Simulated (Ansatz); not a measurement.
Ni: energy above lowest point against volume scale

All results are calculated (Ansatz 0.2.0). Free energy against uniform scaling of the volume at fixed shape and fractions; periodic cell, basis, potentials, k mesh and filling as listed.

The cell before it is scaled or strained (space group Im-3m, No. 229):
```
Ni
1.0
     -1.3837     1.3837     1.3837
      1.3837    -1.3837     1.3837
      1.3837     1.3837    -1.3837
Ni
1
Direct
  0.00000 0.00000 0.00000
```

Settings of every row: functional LDA; dispersion none; potentials all-electron LAPW; k mesh 14x14x14; k shift 0x0x0; occupations gaussian; smearing width 0.1 eV; spin collinear.

Limits: coarse k mesh, up to 40 meV an atom off; the cell comes from a prototype or a list of computed structures and needn't be the stable phase; with one magnetic atom in the cell only parallel moments are possible.

```
row  volume scale  V (Å³/atom)  energy above lowest point (meV/atom)
  1          0.94        9.961                                   0.9
  2          0.96       10.173                                     0
  3          0.98       10.385                                     ?
  4             1       10.597                                  17.1
  5          1.02       10.809                                  33.8
  6          1.04       11.021                                    55
  7          1.06       11.233                                  80.3
```

Question: what energy above lowest point should row 3 give?

Worked fit of energy above lowest point. Take u = (V_r/V)^(2/3) − 1 with V_r = 10.703 Å³ an atom, which is twice the finite (Eulerian) strain; such expansions in the strain, on which the Birch-Murnaghan equation of state is built, carry the rest volume and the bulk modulus. The shown rows have u = 0.04906, 0.03444, 0.00666, -0.00655, -0.01933, -0.03171. Least squares give energy above lowest point = 24.84 − 1262.7 × u + 15514 × u² + 5653 × u³ meV/atom; a parabola predicts inner rows, each left out in turn, worse (root mean square 0.12 against 0.039 meV/atom). All shown rows lie on it to the printed digit. Its lowest point lies at u = 0.0398, or V = 10.09 Å³ an atom, and the curvature there gives the bulk modulus at fixed shape and fractions, B = (4/9)(1 + u)² E″(u)/V = 247 GPa. The withheld row has u = 0.02031, so the fit gives 24.84 − 1262.7 × (0.02031) + 15514 × (0.02031)² + 5653 × (0.02031)³ = 5.6 meV/atom.

The calculation gave 5.6 meV/atom. The fit meets it to the printed digit.
